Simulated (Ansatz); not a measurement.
Sb3Au: the change of energy above lowest point with volume scale

All results are calculated (Ansatz 0.2.0). Free energy against uniform scaling of the volume at fixed shape and fractions; periodic cell, basis, potentials, k mesh and filling as listed.

The cell before it is scaled or strained (space group P4/mmm, No. 123):
```
Sb3Au
1.0
      3.0632     0.0000     0.0000
      0.0000     3.0632     0.0000
      0.0000     0.0000    11.8151
Sb Au
3 1
Direct
  0.00000 0.00000 0.23122
  0.00000 0.00000 0.50000
  0.00000 0.00000 0.76878
  0.00000 0.00000 0.00000
```

Settings of every row: functional r2SCAN; dispersion D3(BJ)+ATM; potentials PAW; wave cutoff 600 eV; density cutoff 2400 eV; k mesh 8x8x2; k shift 0x0x0; occupations cold; smearing width 0.1 eV; spin none; SCF threshold exponent -9.

Limits: coarse k mesh, up to 40 meV an atom off; no spin-orbit coupling, which can matter with elements this heavy; the cell comes from a prototype or a list of computed structures and needn't be the stable phase.

| row | volume scale | V (Å³/atom) | energy above lowest point (meV/atom) |
| --- | --- | --- | --- |
| 1 | 0.92 | 25.499 | 11.3 |
| 2 | 0.9467 | 26.239 | 0.5 |
| 3 | 0.9733 | 26.976 | 0 |
| 4 | 1 | 27.716 | 8.3 |
| 5 | 1.0267 | 28.456 | ? |
| 6 | 1.0533 | 29.193 | 46 |
| 7 | 1.08 | 29.933 | 73.3 |

Question: what energy above lowest point should row 5 give?

Worked fit of energy above lowest point. Take u = (V_r/V)^(2/3) − 1 with V_r = 27.346 Å³ an atom, which is twice the finite (Eulerian) strain; such expansions in the strain, on which the Birch-Murnaghan equation of state is built, carry the rest volume and the bulk modulus. The shown rows have u = 0.04772, 0.02793, 0.00912, -0.00892, -0.04264, -0.05848. Least squares give energy above lowest point = 3.15 − 463.1 × u + 12976 × u² + 6508 × u³ meV/atom; a parabola predicts inner rows, each left out in turn, worse (root mean square 0.29 against 0.033 meV/atom). All shown rows lie on it to the printed digit. Its lowest point lies at u = 0.0176, or V = 26.64 Å³ an atom, and the curvature there gives the bulk modulus at fixed shape and fractions, B = (4/9)(1 + u)² E″(u)/V = 73.7 GPa. Letting shape and atoms relax would as a rule lower it, by much in layered, chain or molecular crystals. The withheld row has u = -0.02618, so the fit gives 3.15 − 463.1 × (-0.02618) + 12976 × (-0.02618)² + 6508 × (-0.02618)³ = 24.1 meV/atom.

The calculation gave 24 meV/atom. The fit lies 0.1 meV/atom (0.14 % of the column's range) above it, one unit of the last digit.
